Ansatz 0.2.0, PBEsol with plane waves and PAW datasets made for PBE: bcc Ti, one-atom cell fixed at 17.68 Å³, without spin polarisation. Cutoffs are 420 eV for the wave functions and 1680 eV for the density, with unshifted k meshes and Fermi-Dirac smearing of 0.1 eV. Energies are free energies relative to the 12x12x12 mesh; positive pressure means compression.

| k mesh | energy less reference (meV/atom) | pressure (GPa) |
| --- | --- | --- |
| 3x3x3 | -30.19 | -7.000 |
| 4x4x4 | -65.42 | -6.080 |
| 6x6x6 | 15.05 | -6.000 |
| 8x8x8 | -1.60 | -6.470 |
| 10x10x10 | -0.24 | -6.270 |

The energy of this bcc titanium crystal does not approach its fine-mesh value from one side. On the coarsest mesh it lies 30 meV per atom too low, and on the next finer one 65 meV too low. It then overshoots to 15 meV too high before it settles slightly below the reference. The pressure wanders as well, but along a different course.

Errors of this size matter. The energy that separates the bcc from the hcp form of titanium is roughly 0.1 eV per atom (a recalled size), so the 4x4x4 error would eat up more than half of it. The crystal is the same in every row, and only the k mesh changes. This is the grid of electron wave vectors at which the bands are computed and then averaged. The mesh is therefore to blame, and the question is by what route it spoils the energy.

The tempting answer treats k points like basis functions. In a plane-wave calculation a larger basis gives the electrons more freedom, and the energy comes down towards its limit. If more k points did the same, every coarse mesh would give too high an energy. A user who believed this would take the lowest energy in the table for the best one.

The signs refute it. Four of the five meshes lie below the reference, and the lowest energy belongs to the mesh with the largest error. The reason is that a mesh adds no freedom to any wave function. It replaces an average over all wave vectors by an average over a few, and a small sample can miss the true mean on either side.

A second answer blames the smearing. In a metal the occupations of the states near the Fermi level, the energy up to which the bands are filled, are rounded off as if the electrons were hot. The tabulated energy is a free energy, which contains an entropy term for this rounding. A coarse mesh catches too many or too few states near the Fermi level, so the entropy term must err too.

It does err, but far too little where the total error is largest, and mostly in the wrong direction. On the two coarsest meshes its share is only about 1 meV in size, against total errors of 30 and 65 meV. Its largest share, at 6x6x6, is 7 meV downwards, while the total error there points upwards. In every row but 4x4x4 the entropy share opposes the total error, so removing it would make the disagreement worse.

What remains is the sampling of the band energies themselves. Symmetry makes a coarse mesh coarser than it looks, because many of its points are equivalent and share the same band energies. On the 4x4x4 mesh one such group holds 24 of the 64 points. Should one of its bands lie close to the Fermi level, a shift of that band would change its occupation over more than a third of the sampled zone at once, softened only by the smearing. In the real metal the boundary between filled and empty states moves smoothly.

This picture can be made quantitative. Let $N$ be the number of mesh divisions along each edge of the reciprocal cell, and let $g(\mathbf k)$ be the quantity to be averaged. Any such quantity can be written as a sum of waves in $\mathbf k$, one for each lattice vector $\mathbf R$ of the crystal, with amplitudes $g_{\mathbf R}$. A true average removes every wave except the constant. A mesh cannot tell a wave from a constant if the wave repeats exactly from one mesh point to the next, and so it makes the error

$$\Delta_N=\sum_{\mathbf R\neq 0} g_{N\mathbf R}.$$

The error thus consists of the amplitudes at $N$ times the lattice vectors. How fast it shrinks depends on how fast these amplitudes die out with distance, and that is decided by the sharpest feature of $g(\mathbf k)$. In a metal this feature is the Fermi surface, where occupied states end. The position of that surface also sets the phase of the waves, so the error swings between positive and negative as $N$ grows.

Energy and pressure meet the Fermi surface differently. At a fixed Fermi level, a state contributes to the free energy its band energy measured from that level. This contribution goes to zero just where the occupation ends, so the integrand has a kink there but no jump. (The runs fix the number of electrons instead, so the Fermi level shifts with the mesh. This changes the energy only in second order and, by a rough estimate, matters mainly at 3x3x3.) The pressure asks how each occupied band energy changes when the cell is squeezed. With the number of electrons fixed, what counts at the Fermi surface is how far this change differs from that of the Fermi level itself. In a metal with several kinds of bands the difference is in general not zero, so the integrand ends abruptly, in a step.

Along a line, the wave amplitudes of a step fall as $1/N$ and those of a kink as $1/N^2$. In three dimensions most of the Fermi surface cancels itself out, because neighbouring parts contribute with opposite phases. Only patches whose normal points along the lattice vector survive, and their area shrinks as another $1/N$. For a sharp Fermi surface and a fine enough mesh, the swings of the energy error should therefore shrink as $N^{-3}$ and those of the pressure error as $N^{-2}$.

Doubling the mesh from 4x4x4 to 8x8x8 makes a simple test. The energy error should shrink by $2^3=8$, from 65 to about 8 meV, and the calculation gives 1.6 meV. The pressure error relative to the 12x12x12 run should shrink by $2^2=4$, from 0.29 to about 0.07 GPa, and the calculation gives 0.10 GPa. Here the 4x4x4 row sets the scale, and the 8x8x8 row is the test.

The pressure error comes close to its estimate in size, while the energy has improved five times more than it should. Three readings are open. The 4x4x4 mesh may be too coarse for the rule, so that its large error sets the scale too high. The swinging energy error may happen to pass close to zero near 8x8x8. Or the smearing, which softens both the kink and the step, already speeds up the decay, but then it should help the pressure too, which shows no such gain. The table has too few meshes to settle this.

All five rows together give the same verdict. A straight line through the logarithm of the error size against the logarithm of $N$, found by least squares, gives a decay power of 4.2 ± 1.2 for the energy and 1.5 ± 0.4 for the pressure. Theory's 3 and 2 lie about one standard error away. The order is as argued, with the energy settling faster, but five swinging points cannot fix the powers themselves.

If the powers are instead held at 3 and 2, and only one overall scale for each quantity is set from the same five rows, the model typically misses the pressure errors by a factor of 1.5 and the energy errors by a factor of 2.8. It describes how large the swings are, not where in a swing a given mesh falls. That is why it cannot foresee that 4x4x4 does worse than 3x3x3. It is a guide to the order of magnitude and no means of correcting a coarse result.

The electron density belongs with the pressure, since it too is a sum over occupied states that ends in a step. The Hartree energy from the same calculations, the electrostatic repulsion of the electron density with itself, is in keeping with this. It lies about 57 meV above its reference value at 8x8x8 and about 70 meV below it at 10x10x10. The total energy hardly notices, because it is stationary with respect to small changes of the density, and the other energy terms compensate. A well-settled total energy is therefore no certificate for the quantities from which it is built.

The last energy in the table also needs a sober reading. With its scale set from all five rows, the model puts the typical error of a 10x10x10 mesh at 1.2 meV. For the 12x12x12 reference this becomes $1.2\times(10/12)^3\approx0.7$ meV. The tabulated difference of 0.24 meV is smaller than the error that the reference itself may carry. It shows that the two finest meshes agree, not that either is exact to a quarter of a meV. In the same way the model gives the reference pressure a typical error of about 0.05 GPa, half the size of the last two pressure errors.

The negative sign of the pressure is a separate matter. It appears on every mesh, at 6 to 7 GPa of tension, so it is no sampling error: at this level of theory the chosen cell is larger than the crystal would like. Its exact size may also depend on the wave cutoff and on the atomic datasets, which were made for a different functional, but both are the same in every row. What the mesh decides is the last few tenths of a GPa. With a bulk modulus of roughly 100 GPa, a recalled size, an error of 0.1 GPa shifts the equilibrium volume by about 0.1 per cent.

An insulator such as magnesium oxide would behave quite differently in the same kind of series. Its bands are either full or empty, so there is no Fermi surface and neither kink nor step. The wave amplitudes then die out exponentially with distance, and a modest mesh serves energy and pressure alike. Another metal should show such swings again, but the sign of the error on a given mesh can differ, because its Fermi surface has another shape.

The formula also tells how to carry a mesh over to a larger cell. What counts is the distance $N\mathbf R$, the number of divisions times the lattice vector. The cell used here holds one atom and has edges of 2.84 Å. A cell with doubled edges needs only half as many divisions for the same sampling, so a 4x4x4 mesh that is poor here would there do the work of 8x8x8.

For daily work the pressure column holds the most useful warning. Between 4x4x4 and 6x6x6 it changes by only 0.08 GPa, which looks like convergence. Yet both values are 0.3 to 0.4 GPa away from the reference, and the next mesh moves the pressure by almost 0.5 GPa. Two meshes that agree may merely sit at similar points of a swing. For a metal it is safer to run several successive meshes, to watch the very quantity that is needed, and to take the spread of the last few values as the error.
